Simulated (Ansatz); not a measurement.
All numbers below come from DFT PBE+D3(BJ), scalar-relativistic, plane waves, PAW (Ansatz 0.2.0). All cells share a 420 eV cutoff and Γ-centred k meshes spaced at most about 0.3 Å⁻¹ (2π included). No spin polarisation in the final relaxations.

Temperature and zero-point effects are left out. Both are relaxed sheets, periodic along a and b.

Compare these two cells of MgS, each relaxed at this level.

A.

```
Mg S
1.0
     3.48307    0.00000    0.00000
     0.00000    3.48307    0.00000
     0.00000    0.00000   31.36000
Mg S
2 2
Direct
  0.00000 0.00000 0.21911
  0.00000 0.00000 0.35487
  0.50000 0.50000 0.21943
  0.50000 0.50000 0.35455
```

B.

```
Mg S
1.0
     3.55779    0.00000    0.00000
     0.00000    3.55779    0.00000
     0.00000    0.00000   31.36000
Mg S
2 2
Direct
  0.00000 0.00000 0.25149
  0.50000 0.50000 0.32249
  0.50000 0.50000 0.24116
  0.00000 0.00000 0.33282
```

Question: Which is lower in energy, and by how much?

Answer: B is lower, by 0.31 eV/atom. A has layer group p4/mmm (No. 61), 3.0 Å²/atom and a gap of 2.15 eV on its mesh; B has layer group p4/nmm (No. 64), 3.2 Å²/atom and a gap of 3.42 eV. Counting S atoms around Mg (those within 1.25 times the shortest such distance or 1.15 times the sum of covalent radii), A has Mg 4 and B has Mg 5. In A, Mg at height 0.00 Å has 4 S at 2.46 Å; S at height 0.01 Å has 4 Mg at 2.46 Å. In B, Mg at height 0.32 Å has 5 S at 2.54–2.55 Å; S at height 0.00 Å has 5 Mg at 2.54–2.55 Å. Both come from invented guesses.

Kohn–Sham gaps at this level usually fall short of measured ones. With atoms moved at random, p4/nmm came back. Other cells relaxed within their symmetry can be saddle points.

B is essentially a two-layer slab of rocksalt MgS cut along (001), whereas A is a pair of flat square sheets stacked Mg over Mg and S over S, too far apart to bond. The 0.31 eV/atom therefore mostly measures what is gained by joining two sheets in the right registry, rather than a contest between two bonded bilayers. In a strongly ionic compound, placing each cation opposite an anion adds a fifth neighbour and improves the Madelung energy, while like-over-like stacking offers no such attraction. The Mg–S distances lengthen from 2.46 Å to 2.54–2.55 Å as the bonding is shared among more neighbours, so the preference for B comes from more contacts, not shorter ones. The slight outward displacement of S relative to Mg in B is typical of rocksalt surfaces with a polarisable anion. The wider gap in B probably reflects a stronger electrostatic separation of the filled S 3p states from the empty, largely Mg 3s-derived states. The comparison doesn't establish whether a bilayer would resist growing into thicker rocksalt slabs.
